\section*{The Wegner estimate}

\subsection*{1. Model, premises, statement}

Let $\Lambda$ be a finite set of $|\Lambda|$ sites, one orbital $|j\rangle$ per site, no spin. The Hamiltonian is
\begin{equation}
H_\Lambda = H_0+\sum_{j\in\Lambda}\varepsilon_j\,|j\rangle\langle j| .
\label{model}
\end{equation}
Premises:
\begin{itemize}
\item[(P1)] $H_0$ is a fixed Hermitian $|\Lambda|\times|\Lambda|$ matrix. Lattice, dimension, hopping range, boundary condition and magnetic phases are arbitrary.
\item[(P2)] The $\varepsilon_j$, $j\in\Lambda$, are independent real random variables.
\item[(P3)] Each $\varepsilon_j$ has a probability density $\rho_j$ with $\rho_j(\varepsilon)\le\rho_\infty<\infty$. For identical densities $\rho_\infty=\sup\rho$.
\end{itemize}
Notation: $\mathbb E$ is the average over all $\varepsilon$, $\mathbb E_j$ the average over $\varepsilon_j$ with the others fixed. $P_I$ is the projector on the eigenvectors of $H_\Lambda$ with eigenvalue in the interval $I$, $|I|$ the length of $I$, and $\mathcal N(I)=\operatorname{tr}P_I$ the number of eigenvalues in $I$ with multiplicity. $\sigma(H_\Lambda)$ is the spectrum. The Green function is $G(z)=(z-H_\Lambda)^{-1}$, $z=E+i\delta$, $\delta>0$. Energies are in units of the hopping $t$ where numbers are given; densities of states are per site and per unit energy.

\textbf{Theorem} (Wegner, 1981). For every bounded interval $I$, every fixed energy $E$ and every $\eta>0$:
\begin{align}
&\mathbb E\,\mathcal N(I)\le\rho_\infty\,|I|\,|\Lambda| , \label{W1}\\
&n(E)\le\rho_\infty\quad\text{(averaged density of states per site, almost every }E), \label{W2}\\
&\operatorname{Prob}\{\operatorname{dist}(E,\sigma(H_\Lambda))<\eta\}\le 2\eta\,\rho_\infty|\Lambda| . \label{W3}
\end{align}
Examples of $\rho_\infty$: the box $\rho=1/W$ on $[-W/2,W/2]$ has $\rho_\infty=1/W$. The Lorentzian
\begin{equation}
\rho(\varepsilon)=\frac{1}{\pi}\frac{\gamma}{\varepsilon^2+\gamma^2}
\label{cauchy}
\end{equation}
has its maximum at $\varepsilon=0$, $\rho_\infty=1/(\pi\gamma)$. No moment of $\rho$ is used, so the infinite variance of \eqref{cauchy} does no harm.

Plan: write $\mathcal N(I)=\sum_j\langle j|P_I|j\rangle$ and bound term $j$ by integrating over $\varepsilon_j$ alone.

\subsection*{2. Step 1: dependence of $G_{jj}$ on $\varepsilon_j$}

Fix $j$. Let $H'$ be $H_\Lambda$ with row and column $j$ removed, and $v$ the column vector of elements $(H_0)_{ij}$, $i\ne j$. Solve $(z-H_\Lambda)\psi=|j\rangle$ with $\psi=(\psi_j,\phi)$, so that $\psi_j=G_{jj}$:
\begin{align}
\big(z-\varepsilon_j-(H_0)_{jj}\big)\psi_j-v^\dagger\phi&=1,\\
-v\,\psi_j+(z-H')\phi&=0 .
\end{align}
$H'$ is Hermitian and $\delta>0$, so $z-H'$ is invertible and $\phi=(z-H')^{-1}v\,\psi_j$. Insert into the first line:
\begin{equation}
G_{jj}(z)=\frac{1}{z-\varepsilon_j-\Sigma_j(z)},\qquad
\Sigma_j(z)=(H_0)_{jj}+\sum_\alpha\frac{|\langle\alpha|v\rangle|^2}{z-\lambda'_\alpha},
\label{schur}
\end{equation}
with $\lambda'_\alpha,|\alpha\rangle$ the eigenpairs of $H'$. Two facts follow. (i) $\Sigma_j$ does not contain $\varepsilon_j$, since neither $H'$ nor $v$ does. (ii) $\operatorname{Im}\Sigma_j=-\delta\sum_\alpha|\langle\alpha|v\rangle|^2/|z-\lambda'_\alpha|^2\le0$. Define $a=E-\operatorname{Re}\Sigma_j$ and $b=\delta-\operatorname{Im}\Sigma_j\ge\delta>0$. Then $G_{jj}=1/(a-\varepsilon_j+ib)$ and
\begin{equation}
-\frac1\pi\operatorname{Im}G_{jj}(E+i\delta)=\frac1\pi\,\frac{b}{(\varepsilon_j-a)^2+b^2}.
\label{lorentz}
\end{equation}
As a function of $\varepsilon_j$ the broadened local density of states is a Lorentzian of unit area. Its centre $a$ and width $b$ depend on everything else; its area does not.

\subsection*{3. Step 2: average over one site energy}

By (P2) the density of $\varepsilon_j$ at fixed other energies is $\rho_j$. The integrand \eqref{lorentz} is positive, so (P3) gives
\begin{equation}
\mathbb E_j\Big[-\frac1\pi\operatorname{Im}G_{jj}\Big]
=\int\! d\varepsilon\,\rho_j(\varepsilon)\,\frac{b/\pi}{(\varepsilon-a)^2+b^2}
\le\rho_\infty\int_{-\infty}^{\infty}\! d\varepsilon\,\frac{b/\pi}{(\varepsilon-a)^2+b^2}=\rho_\infty .
\label{avg}
\end{equation}
The bound holds for every $E$, every $\delta>0$ and every value of the other site energies. This is where the disorder produces the bound; the following steps transfer it to the counting statements.

\subsection*{4. Step 3: from the Green function to the projector}

Let $I$ have end points $E_1<E_2$, and let $\lambda_n,\psi_n$ be the eigenpairs of $H_\Lambda$. From $G_{jj}=\sum_n|\psi_n(j)|^2/(z-\lambda_n)$,
\begin{equation}
\int_{E_1}^{E_2}\!dE\,\Big[-\frac1\pi\operatorname{Im}G_{jj}(E+i\delta)\Big]=\sum_n|\psi_n(j)|^2f_\delta(\lambda_n),
\label{stone}
\end{equation}
\begin{equation}
f_\delta(\lambda)=\int_{E_1}^{E_2}\!\frac{dE}{\pi}\frac{\delta}{(E-\lambda)^2+\delta^2}
=\frac1\pi\Big[\arctan\frac{E_2-\lambda}{\delta}-\arctan\frac{E_1-\lambda}{\delta}\Big].
\end{equation}
One has $0<f_\delta<1$, and for $\delta\to0$, $f_\delta(\lambda)\to f_0(\lambda)$ with $f_0=1$ for $E_1<\lambda<E_2$, $f_0=\tfrac12$ at $\lambda=E_1,E_2$, and $f_0=0$ outside (Stone's formula).

Apply $\mathbb E_j$ to \eqref{stone}. On the left the integrand is non-negative, so the order of $\mathbb E_j$ and $\int dE$ may be exchanged (Tonelli), and \eqref{avg} bounds it by $\rho_\infty(E_2-E_1)$. The right side lies in $[0,1]$ because $\sum_n|\psi_n(j)|^2=1$; dominated convergence lets $\delta\to0$ pass under $\mathbb E_j$. Since $f_0$ is at least the indicator of the open interval,
\begin{equation}
\mathbb E_j\langle j|P_{(E_1,E_2)}|j\rangle\le\rho_\infty(E_2-E_1).
\end{equation}
End points: $[E_1,E_2]\subset(E_1-s,E_2+s)$ gives the bound $\rho_\infty(E_2-E_1+2s)$ for the closed interval, for all $s>0$; let $s\to0$. Half-open intervals lie inside closed ones. Hence, for any interval,
\begin{equation}
\mathbb E_j\langle j|P_I|j\rangle\le\rho_\infty|I| .
\label{local}
\end{equation}

\subsection*{5. Step 4: sum over sites}

Average \eqref{local} over the remaining energies; a constant bound survives the average. Sum over $j$:
\begin{equation}
\mathbb E\,\mathcal N(I)=\sum_{j\in\Lambda}\mathbb E\,\mathbb E_j\langle j|P_I|j\rangle\le\rho_\infty|I|\,|\Lambda| .
\end{equation}
This is \eqref{W1}. For unequal densities the same sum gives $|I|\sum_j\sup\rho_j$. The enlargement argument applied to a single point shows that a fixed energy is an eigenvalue with probability zero, so open and closed intervals have the same $\mathbb E\,\mathcal N$.

\subsection*{6. Density of states}

Define the averaged integrated density of states $k_\Lambda(E)=|\Lambda|^{-1}\mathbb E\,\mathcal N((-\infty,E])$. By \eqref{W1} with $I=(E_1,E_2]$,
\begin{equation}
0\le k_\Lambda(E_2)-k_\Lambda(E_1)\le\rho_\infty(E_2-E_1).
\label{lip}
\end{equation}
A Lipschitz function is the integral of its derivative, which exists almost everywhere. So $n_\Lambda=k_\Lambda'$ is an ordinary function with $0\le n_\Lambda\le\rho_\infty$ and no delta peaks. The constant in \eqref{lip} does not depend on $\Lambda$. If $k(E)=\lim k_\Lambda(E)$ exists along a growing sequence of volumes, \eqref{lip} holds for $k$, and $n=k'$ obeys \eqref{W2}. Existence of the limit is a standard theorem for identically distributed energies and translation-invariant finite-range hopping on a lattice; it is taken as given in general and is explicit in Section 10. For the box, $n(E)\le1/W$ in any dimension.

Consequences. Van Hove divergences of the clean lattice are cut off at or below $\rho_\infty$. The averaged density of states cannot diverge at a mobility edge. An energy set that holds a fraction $x$ of the states has total length at least $x/\rho_\infty$.

\subsection*{7. Distance to the spectrum}

The event $\operatorname{dist}(E,\sigma(H_\Lambda))<\eta$ is the event $\mathcal N(I_\eta)\ge1$ with $I_\eta=(E-\eta,E+\eta)$, $|I_\eta|=2\eta$. $\mathcal N$ is a non-negative integer, so the indicator of $\mathcal N\ge1$ is at most $\mathcal N$ (Markov's inequality):
\begin{equation}
\operatorname{Prob}\{\mathcal N(I_\eta)\ge1\}\le\mathbb E\,\mathcal N(I_\eta)\le2\eta\,\rho_\infty|\Lambda| .
\label{markov}
\end{equation}
This is \eqref{W3}. For real $E$ off the spectrum $\|G(E)\|=1/\operatorname{dist}(E,\sigma(H_\Lambda))$, so \eqref{W3} reads $\operatorname{Prob}\{\|G(E)\|>1/\eta\}\le2\eta\rho_\infty|\Lambda|$. This controls small denominators in scale-by-scale proofs of localisation: for a cube of side $\ell$ in $d$ dimensions and $\eta=t\,e^{-\ell^{\beta}}$, $0<\beta<1$, a resonance has probability at most $2t\rho_\infty\ell^{d}e^{-\ell^\beta}$, smaller than any power of $1/\ell$ at large $\ell$.

Two volumes. Let $\Lambda_1,\Lambda_2$ be disjoint, each with its own Hamiltonian of the form \eqref{model}. Fix the energies in $\Lambda_2$. Its $|\Lambda_2|$ eigenvalues are then fixed numbers, and by (P2) the law in $\Lambda_1$ is unchanged. Apply \eqref{W3} to each and add:
\begin{equation}
\operatorname{Prob}\{\operatorname{dist}(\sigma(H_{\Lambda_1}),\sigma(H_{\Lambda_2}))<\eta\}\le2\eta\,\rho_\infty|\Lambda_1||\Lambda_2| .
\end{equation}

\subsection*{8. Size of the loss in the Markov step}

The first inequality in \eqref{markov} overcounts samples with two or more levels in $I$. The local bound \eqref{local} also limits this.

\emph{Rank-one lemma.} Changing one site energy changes $\mathcal N((E_1,E_2])$ by at most one. Proof: let $B=A+s|j\rangle\langle j|$, $s\ge0$, and let $M_A(E)$ count eigenvalues $\le E$. By the min--max principle $M_A(E)$ is the largest dimension of a subspace on which $\langle\psi|A|\psi\rangle\le E\|\psi\|^2$. $B\ge A$ gives $M_B\le M_A$. The vectors of the maximal subspace for $A$ with $\psi(j)=0$ span at least $M_A-1$ dimensions, and there the forms of $A$ and $B$ agree, so $M_B\ge M_A-1$. Thus $M_A-M_B\in\{0,1\}$ at each of $E_1,E_2$, and the count $M(E_2)-M(E_1)$ changes by $-1$, $0$ or $1$. For $s<0$ exchange $A$ and $B$.

Take $I=(E_1,E_2]$. Let $\tau_j$ be an independent copy of $\varepsilon_j$, and $\mathcal N^{(j)}$ the count with $\varepsilon_j$ replaced by $\tau_j$. The lemma gives $\mathcal N-1\le\mathcal N^{(j)}$, so
\begin{equation}
\mathcal N(\mathcal N-1)=\sum_j\langle j|P_I|j\rangle(\mathcal N-1)\le\sum_j\langle j|P_I|j\rangle\,\mathcal N^{(j)} .
\end{equation}
$\mathcal N^{(j)}$ does not depend on $\varepsilon_j$, so $\mathbb E_j$ acts on the first factor only and \eqref{local} applies. $\mathcal N^{(j)}$ has the same law as $\mathcal N$. With $m=\mathbb E\,\mathcal N(I)$ and $w=\rho_\infty|I||\Lambda|$,
\begin{equation}
\mathbb E[\mathcal N(\mathcal N-1)]\le w\,m\le w^2 ,
\end{equation}
a bound of the type found by Minami (1996). For integer $\mathcal N\ge1$, $1-\mathcal N+\tfrac12\mathcal N(\mathcal N-1)=\tfrac12(\mathcal N-1)(\mathcal N-2)\ge0$; for $\mathcal N=0$ both sides of the next inequality vanish. So the indicator of $\mathcal N\ge1$ is at least $\mathcal N-\tfrac12\mathcal N(\mathcal N-1)$, and
\begin{equation}
m\,(1-w/2)\le\operatorname{Prob}\{\mathcal N(I)\ge1\}\le m\le w .
\label{sandwich}
\end{equation}
End points carry probability zero, so \eqref{sandwich} holds for $I_\eta$. For $w\ll1$ the Markov step loses a relative amount of at most $w/2$; any larger slack in \eqref{W3} is the gap between $m$ and $w$.

\subsection*{9. The constant cannot be lowered}

Take $H_0=0$. The eigenvalues are the $\varepsilon_j$ and $m=|\Lambda|\int_I\rho\,d\varepsilon$. Box, $I\subset[-W/2,W/2]$: $m=|I||\Lambda|/W=w$, equality in \eqref{W1} and \eqref{W2}. Lorentzian, $I=(-\eta,\eta)$: $m=(2/\pi)|\Lambda|\arctan(\eta/\gamma)$ and $m/w\to1$ as $\eta\to0$. By \eqref{sandwich}, the ratio of the two sides of \eqref{W3} then also tends to one. Under (P1)--(P3) alone the prefactors are optimal.

\subsection*{10. Lloyd model: exact mean count}

Take all $\rho_j$ equal to \eqref{cauchy} (Lloyd, 1969). Let the site energies be complex with $\operatorname{Im}\varepsilon_i\le0$ for all $i$. Then $\operatorname{Im}\langle\psi|(z-H_\Lambda)|\psi\rangle\ge\delta\|\psi\|^2$, so $\|(z-H_\Lambda)\psi\|\ge\delta\|\psi\|$, $G$ exists and $\|G\|\le1/\delta$. Any matrix element of $G$, as a function $F(\varepsilon_j)$, is rational, without poles in the closed lower half-plane, and bounded there by $1/\delta$. Close the contour below. The arc vanishes because $\rho\sim|\varepsilon|^{-2}$. The only pole is that of $\rho=(\gamma/\pi)/[(\varepsilon-i\gamma)(\varepsilon+i\gamma)]$ at $-i\gamma$, circled clockwise:
\begin{equation}
\int d\varepsilon\,\rho(\varepsilon)F(\varepsilon)=-2\pi i\,\frac{\gamma}{\pi}\,\frac{F(-i\gamma)}{-2i\gamma}=F(-i\gamma).
\end{equation}
The value $-i\gamma$ respects $\operatorname{Im}\varepsilon_j\le0$, so the step repeats for each site:
\begin{equation}
\mathbb E\,G(z)=(z+i\gamma-H_0)^{-1}.
\label{lloyd}
\end{equation}
Sum \eqref{stone} over $j$, average, use \eqref{lloyd}, and let $\delta\to0$ as in Step 3. With $e_k$ the eigenvalues of $H_0$,
\begin{equation}
\mathbb E\,\mathcal N(I)=|\Lambda|\int_I n_\Lambda\,dE,\qquad
n_\Lambda(E)=\frac1{|\Lambda|}\sum_k\frac1\pi\frac{\gamma}{(E-e_k)^2+\gamma^2}.
\label{nL}
\end{equation}
The averaged density is the clean one convolved with $\rho$. Each term is at most $1/(\pi\gamma)$, so \eqref{W2} is seen directly, with equality only if every $e_k=E$. $n_\Lambda$ is analytic in $E$ for $|\operatorname{Im}E|<\gamma$, for any lattice, and the strip does not shrink with the volume.

\emph{Ring.} $|\Lambda|=N$, nearest-neighbour element $-t$, periodic closure, $e_k=-2t\cos\theta_k$, $\theta_k=2\pi k/N$, $k=0,\dots,N-1$. Put $\zeta=E+i\gamma$. The roots of $tx^2+\zeta x+t=0$ have product one, and none has $|x|=1$, since $\zeta=-t(x+1/x)$ would be real. Let $x$ be the root with $|x|<1$. The geometric series gives $\sum_{p=-\infty}^{\infty}x^{|p|}e^{ip\theta}=(1-x^2)/(1+x^2-2x\cos\theta)$, and $1+x^2=-\zeta x/t$ turns the denominator into $-(x/t)(\zeta+2t\cos\theta)$. Hence
\begin{equation}
\frac1{\zeta+2t\cos\theta}=\frac1r\sum_px^{|p|}e^{ip\theta},\qquad r=t\Big(x-\frac1x\Big),\qquad r^2=\zeta^2-4t^2 .
\end{equation}
Branch: $\operatorname{Im}\zeta=t(|x|^{-2}-1)\operatorname{Im}x$ and $\operatorname{Im}r=t(|x|^{-2}+1)\operatorname{Im}x$ have the same sign, so $\operatorname{Im}r>0$ and $r=i\sqrt{4t^2-\zeta^2}$ with the principal root. The average over $\theta_k$ keeps only $p$ that are multiples of $N$:
\begin{equation}
n_N(E)=-\frac1\pi\operatorname{Im}\Big[\frac1r\,\frac{1+x^N}{1-x^N}\Big]
\;\xrightarrow{N\to\infty}\;
n(E)=\frac1\pi\operatorname{Re}\frac{1}{\sqrt{4t^2-(E+i\gamma)^2}} .
\label{chain}
\end{equation}
The limit $k(E)$ exists because $k_N(E)$ is a Riemann sum over $\theta_k$ of $\tfrac12+\pi^{-1}\arctan[(E-e_k)/\gamma]$. Near the centre, with $D=4t^2+\gamma^2$, write the radicand as $D(1-u)$, $u=(E^2+2i\gamma E)/D$, and use $(1-u)^{-1/2}=1+u/2+3u^2/8+\dots$. The real $E^2$ terms are $E^2/(2D)-3\gamma^2E^2/(2D^2)$, so
\begin{equation}
n(E)=\frac1{\pi\sqrt D}\Big[1+\frac{2t^2-\gamma^2}{D^2}E^2+O(E^4)\Big],\qquad
\frac{n(0)}{\rho_\infty}=\frac{\gamma}{\sqrt{4t^2+\gamma^2}} .
\label{centre}
\end{equation}
At the clean band edge $E=2t$ the radicand is $\gamma^2-4i\gamma t$, and for $\gamma\ll t$, $n(2t)\simeq1/(2\pi\sqrt{2\gamma t})$. The edge divergence is cut off at order $\gamma^{-1/2}$, while the bound grows as $\gamma^{-1}$.

\subsection*{11. Range of validity}

\begin{itemize}
\item \emph{Exact and non-perturbative.} \eqref{W1}--\eqref{W3} hold for any disorder strength, dimension, volume and energy, on both sides of a mobility edge. For that reason they cannot decide whether states are localised.
\item \emph{Upper bounds only.} They give no lower bound on $n(E)$ and no continuity of $n$.
\item \emph{Useful range.} \eqref{W3} is empty for $\eta\ge1/(2\rho_\infty|\Lambda|)$. The bounds are tight when disorder dominates hopping and $E$ is near the maximum of $\rho$; they are weak at small disorder, where $\rho_\infty\to\infty$, and in the tails.
\item \emph{Fixed energy.} $E$ must not be chosen after looking at the sample. It may be random if independent of the $\varepsilon_j$.
\item \emph{(P1) relaxed.} Random hopping independent of the $\varepsilon_j$ is allowed: fix $H_0$, apply the theorem, average.
\item \emph{(P2) relaxed.} Step 2 needs only that the density of $\varepsilon_j$ conditional on all other energies be bounded; $\rho_\infty$ is then that bound. A bounded marginal density is not what enters.
\item \emph{(P3) is needed.} For a binary alloy with $H_0=0$, $\mathbb E\,\mathcal N$ stays finite in an arbitrarily short interval around either level. For $\rho\propto|\varepsilon|^{-1/2}$ near zero and $H_0=0$ the mean count in $(-\eta,\eta)$ scales as $\eta^{1/2}$.
\item \emph{Every site must be random.} For a random subset of sites \eqref{local} bounds only the weight on that subset; a decoupled ordered site contributes a fixed level. Pure hopping disorder is not covered: a bipartite lattice with $N_A>N_B$ sites on its sublattices has a hopping block of rank at most $N_B$, hence at least $N_A-N_B$ levels at $E=0$ in every sample.
\item \emph{Several orbitals or spin states sharing one $\varepsilon_j$.} With $q$ states per site, Step 1 gives the block $G_{jj}=(A-\varepsilon_j)^{-1}$, $A=z-\Sigma_j$ a $q\times q$ matrix with $(A-A^\dagger)/2i\ge\delta$. Its eigenvalues $\alpha_a$ have $\operatorname{Im}\alpha_a\ge\delta$, and $\operatorname{tr}G_{jj}=\sum_a(\alpha_a-\varepsilon_j)^{-1}$ yields $q$ unit Lorentzians. \eqref{W1}--\eqref{W3} hold with an extra factor $q$. Section 8 uses rank one and does not carry over unchanged.
\item The proof is for one-particle lattice Hamiltonians. Continuum and interacting problems need other arguments.
\end{itemize}

\subsection*{12. Numerical illustration: Lloyd chain}

Infinite chain, from \eqref{chain} and \eqref{centre}; densities in units of $1/t$ per site.
\begin{center}
\begin{tabular}{ccccc}
$\gamma/t$ & $\rho_\infty=1/(\pi\gamma)$ & $n(0)$ & $n(2t)$ & $n(0)/\rho_\infty$\\ \hline
0.1 & 3.183 & 0.1590 & 0.3602 & 0.04994\\
1 & 0.3183 & 0.1424 & 0.1236 & 0.4472\\
10 & 0.03183 & 0.03121 & 0.03012 & 0.9806
\end{tabular}
\end{center}
All entries lie below the bound, which is approached at strong disorder. For $\gamma=t$, numerical maximisation of \eqref{chain} gives $\max n=0.1469/t$ at $E=\pm1.178\,t$.

Now take a ring with $N=100$, $\gamma=t$, $E=0$, $\eta=10^{-3}t$. The Wegner bound is
\begin{equation}
w=\frac{2\eta N}{\pi\gamma}=0.06366 ,
\end{equation}
and it is informative for $\eta<\pi\gamma/(2N)=0.01571\,t$. The exact mean count follows from \eqref{nL}:
\begin{equation}
m=\frac1\pi\sum_{k=0}^{99}\Big[\arctan\frac{\eta-e_k}{\gamma}+\arctan\frac{\eta+e_k}{\gamma}\Big]=0.02847 .
\end{equation}
It equals $2\eta Nn(0)$ to these digits. The finite-size factor at $E=0$ has $x=iy$, $y=(\sqrt5-1)/2=0.6180$, and differs from one by $2y^{100}=2.5\times10^{-21}$. The curvature coefficient in \eqref{centre} is $0.04/t^2$, and its mean over the window is a relative change $0.04\,\eta^2/(3t^2)=1.3\times10^{-8}$. The mean level spacing is $1/(Nn(0))=0.07025\,t$, far above the window $2\eta$. From \eqref{sandwich}, with $w/2=0.03183$, to the digits shown
\begin{equation}
0.02756\le\operatorname{Prob}\{\operatorname{dist}(0,\sigma(H_\Lambda))<10^{-3}t\}\le0.02847<0.06366 .
\end{equation}
The Markov step costs at most $3.2\,\%$. The remaining slack is the factor $w/m=\sqrt{4t^2+\gamma^2}/\gamma=2.236$, which comes from replacing $\rho$ by its maximum in \eqref{avg}: hopping spreads the levels over a range wider than that of the bare site energies.